The curve climbs from zero to high values because thermal motion has smeared out the nearest-neighbour shell of an ionic crystal, and the table ends while that shell is still being crossed. The maximum at 2.75 Å is therefore neither the bond length of the crystal nor the sign of a liquid. Most of the irregular rows probably come from small numbers of atom pairs, though a single short run can't show that. The jump in the last row comes mostly from neighbours along the crystal's axis.

Born-Oppenheimer molecular dynamics of NaLiICl (16 atoms, 1.1 times the perfect crystal's volume) with Ansatz 0.2.0, using PBEsol, plane waves to 420 eV and scalar-relativistic PAW, without spin polarisation. The k mesh is 2×2×2, shifted by half a step, with Fermi-Dirac smearing of 0.2241 eV. The run takes 34 steps of 1.5 fs with a Langevin thermostat set to 2600 K (friction 0.02 1/fs).

```
radius (Å)  total pair distribution weighted by concentration
      1.05                                              0.000
      1.15                                              0.000
      1.25                                              0.000
      1.35                                              0.000
      1.45                                              0.000
      1.55                                              0.000
      1.65                                              0.000
      1.75                                              0.000
      1.85                                              0.000
      1.95                                              0.000
      2.05                                              0.000
      2.15                                              0.070
      2.25                                              0.160
      2.35                                              0.120
      2.45                                              0.550
      2.55                                              1.020
      2.65                                              1.350
      2.75                                              1.740
      2.85                                              1.480
      2.95                                              1.270
      3.05                                              1.050
      3.15                                              1.630
```

Each row is a distance bin of one short molecular dynamics run with the PBEsol functional. The total pair distribution compares the density of atoms at distance r from another atom with the average density of the cell. A value of 1 means the density that evenly spread atoms would give, and 0 means that no pair was found. All kinds of pairs are mixed in it.

The crystal at rest is the natural limit to start from. Its 16 sites, listed in the run's input, form a rock-salt-like arrangement, in which each ion has six nearest neighbours. In this cell, whose volume is 1.1 times that of the perfect crystal, four of them lie in a plane at 2.99 Å and two along the axis at 3.21 Å. Without motion the curve would be zero in every row but the one at 2.95 Å, whose bin holds the four, and the two would fall just beyond the last bin. The filled rows on either side of that one are the work of thermal motion.

From 1.05 to 2.05 Å: no pairs

To reach the middle of the last of these bins, two neighbours in the plane must approach each other by 0.94 Å. The distance between neighbours fluctuates by roughly 0.35 Å in this run, as worked out below, so such an approach is rare even for ions on soft springs. Real ions also repel each other steeply once their electron shells overlap, which makes it rarer still. The zeros agree with both reasons but don't measure the repulsion, since the soft springs alone would put only two or three pairs here in the whole average.

From 2.15 to 2.35 Å: the thin foot

The first pairs to appear are neighbours caught during an unusually close approach. If the average runs over the 18 or so frames of the second half, the rows at 2.25 and 2.35 Å rest on about five and four counts, which may be the same one or two pairs seen in successive frames. The dip between them is thus a matter of a single count and needs no structural cause. The whole foot holds about half as many pairs as the soft-spring picture gives, which is the direction in which repulsion would act, though so few pairs make weak evidence.

From 2.45 to 2.75 Å: the steep rise

Here the curve enters the body of the smeared shell. A simple model describes it: each ion is displaced at random about its site, equally in all directions and independently of its neighbours. A set of n neighbours at crystal distance d then contributes

g(r) = n exp[−(r − d)² / (2s²)] / [4π ρ r d s √(2π)]

where ρ is the number of atoms per volume and s is the spread of the neighbour distance. The square of s is one third of the summed mean squared displacements of the two ions, because only motion along the line between them changes their distance to first order.

At the last step the mean squared displacement is 0.40 Å² for the average cation and 0.25 Å² for the average anion. Their sum, divided by three, gives a spread of 0.46 Å. The ions started from their crystal sites, so the spread was smaller earlier on. If the squared displacement grows as the square of time, its mean over the second half is 7/12 of the final value, which lowers the spread to 0.35 Å. This is a rough rule, since the light ions have already felt their neighbours push back.

The row at 2.75 Å shows how the estimate works. With 28.6 Å³ per atom, the four neighbours in the plane and the two along the axis give

in the plane: 4 × 0.80 / 3.2 = 1.00
along the axis: 2 × 0.43 / 3.4 = 0.25
sum: 1.25

In each line the second factor is the exponential and the divisor is the bracket of the formula. The computed value is 1.74, so the model is 28% too low in this row, which had no part in setting its constants. The rows at 2.55 and 2.65 Å come out too low by about as much. The model explains why the curve is high so far inside the crystal distance, but not the full height of the rise and the maximum.

The maximum and the fall to 3.05 Å

The position of the maximum invites misreading. The pair distribution divides the number of pairs by the area of a sphere, which grows as r², and so favours short distances. In plain numbers of pairs the fullest bin is the last one, at 3.15 Å, and not the one at 2.75 Å. The highest point of the curve is not the most common distance.

The division by area doesn't account for everything, because the model contains it too and still peaks near 3.05 Å. Compared with the model, the run has about one pair per frame too many at 2.75 Å and about two too few at 3.05 Å, out of 48 nearest-neighbour pairs in the cell. A few ions that happened to drift towards each other and stayed close would be enough. It is also possible that the small lithium ion, loosely held in a stretched lattice, leans towards one of its neighbours and makes short contacts. Both are guesses, and a curve that mixes all kinds of pairs can't decide between them.

The jump at 3.15 Å

The last row rises from 1.05 to 1.63, which looks like the start of a second shell. It amounts to little more than two additional pairs per frame. Successive frames are only 1.5 fs apart, so the same pair can be counted in the same bin several times over, and the frames are far from independent samples. The two neighbours along the axis belong near this distance, and they supply over half of the jump. They form the Cl-Li and I-Na pairs, whose own curves rise from 0.82 to 2.68 and from 1.09 to 2.17 between the last two rows. The model misses this step: it smears these pairs smoothly, and its total even falls slightly here. With so few independent pairs, the run can't show whether the step would survive in a longer average.

Adding up the rows

Summing the neighbours bin by bin evens out such irregularities, though the total depends little on the spread and is only a mild test of the picture. Up to 3.2 Å the run has 3.7 neighbours per atom, and the model gives 3.6, or 3.4 with the larger spread of the last step. The crystal at rest would have exactly four within this distance. Motion carries some of the four outwards across the limit and brings some of the two inwards, and the two flows largely cancel. A count below six therefore doesn't mean that the ions have lost neighbours; the count stops inside the shell.

How far the disorder has come

The run lasts 51 fs, too short for the crystal to settle at its new temperature, let alone to show whether it melts. In a harmonic crystal at equilibrium, the potential energy stored in the displacements equals the kinetic energy. In the second half of the run the kinetic energy averages 4.4 eV for the cell, at a mean temperature of about 2100 K, itself below the set 2600 K, while the displacements hold only 1.5 eV. The 4.1 eV in the output is slightly low, because it counts 15 atoms at a temperature that the run worked out for 16. The table thus shows a crystal whose thermal displacements are still building up. How fast they do so depends on the computed forces, which have weaknesses of their own: the k mesh is coarse, and PBEsol ran on PAW datasets made for another functional, PBE. No run here tests how much either matters.

The motion of the single elements mostly fits this reading. Iodine has a mean squared displacement of only 0.07 Å², and even without any forces its inertia would have limited it to little more than 0.1 Å². Lithium would have reached about 2 Å² in free flight, or about 1.5 Å² with the friction of the thermostat, but stands at 0.40 Å², so its neighbours have already held it back. Chlorine is an exception. Friction should have kept it below free flight too, yet its 0.42 Å² lies between the frictionless values for the mean and the starting temperature, 0.39 and 0.45 Å². With only four atoms of each element, random thermal velocities can scatter the displacements by this much. In an equilibrated classical crystal, mass would not matter, and the temperature and the stiffness of the surroundings would set these amplitudes.

The same reasoning gives a first guess for a related salt. The arrangement of the sites and the cell edges fix where the shell is centred, and the displacements of the ions fix how far it spreads. A larger cell moves the rise outwards, and stronger motion makes it start earlier and climb less steeply. How far such a guess holds here, row by row, can be seen in the printed output below, where the model with its spread taken from the ionic displacements stands beside the computed curve.

Output of the analysis:

```
Curve and neighbour counts:
   row  computed      model  pairs_in_18_frames  neighbours_so_far  model_so_far  model_last_step_width
  1.05         0  1.124e-06                   0                  0     5.444e-08              2.151e-05
  1.15         0  4.605e-06                   0                  0     3.219e-07              7.831e-05
  1.25         0  1.756e-05                   0                  0     1.527e-06              0.0002205
  1.35         0  6.229e-05                   0                  0     6.512e-06              0.0005583
  1.45         0  0.0002053                   0                  0     2.547e-05               0.001321
  1.55         0  0.0006285                   0                  0     9.178e-05               0.002958
  1.65         0   0.001786                   0                  0     0.0003054               0.006303
  1.75         0   0.004711                   0                  0      0.000939                0.01281
  1.85         0    0.01153                   0                  0      0.002672                0.02486
  1.95         0    0.02617                   0                  0      0.007043                0.04613
  2.05         0    0.05512                   0                  0       0.01722                0.08194
  2.15      0.07     0.1077               2.046            0.01421       0.03908                 0.1394
  2.25      0.16     0.1952               5.122            0.04978       0.08247                 0.2274
  2.35      0.12     0.3283               4.191            0.07888        0.1621                  0.356
  2.45      0.55     0.5125               20.88             0.2239        0.2972                 0.5352
  2.55      1.02     0.7429               41.94             0.5151        0.5093                 0.7739
  2.65      1.35          1               59.95             0.9315        0.8177                  1.077
  2.75      1.74      1.251               83.21              1.509         1.233                  1.446
  2.85      1.48      1.454               76.02              2.037         1.752                  1.873
  2.95      1.27      1.572               69.89              2.523         2.352                  2.346
  3.05      1.05       1.58               61.77              2.952         2.998                  2.848
  3.15      1.63      1.479               102.3              3.662         3.642                  3.356
Four neighbours in the plane of the resting crystal at, Å: 2.987
Two neighbours along the axis at, Å: 3.208
Estimated spread of a neighbour distance in the second half, Å: 0.3548
Spread from the displacements at the last step, Å: 0.4646
Maximum lies below the in-plane crystal distance by, Å: 0.2366
Maximum of the model in the bin at, Å: 3.05
Pairs per frame at the maximum, computed less model: 1.3
Pairs per frame in the bin at 3.05 Å, computed less model: -1.733
Pairs per frame gained from 3.05 to 3.15 Å: 2.251
Free-flight mean squared displacement of Li after 51 fs, Å²: 1.989
Free-flight mean squared displacement of Na after 51 fs, Å²: 0.6004
Free-flight mean squared displacement of Cl after 51 fs, Å²: 0.3894
Free-flight mean squared displacement of I after 51 fs, Å²: 0.1088
Mean potential energy gained in the second half, eV per cell: 1.528
Harmonic equilibrium value at the mean temperature, eV per cell: 4.125
```
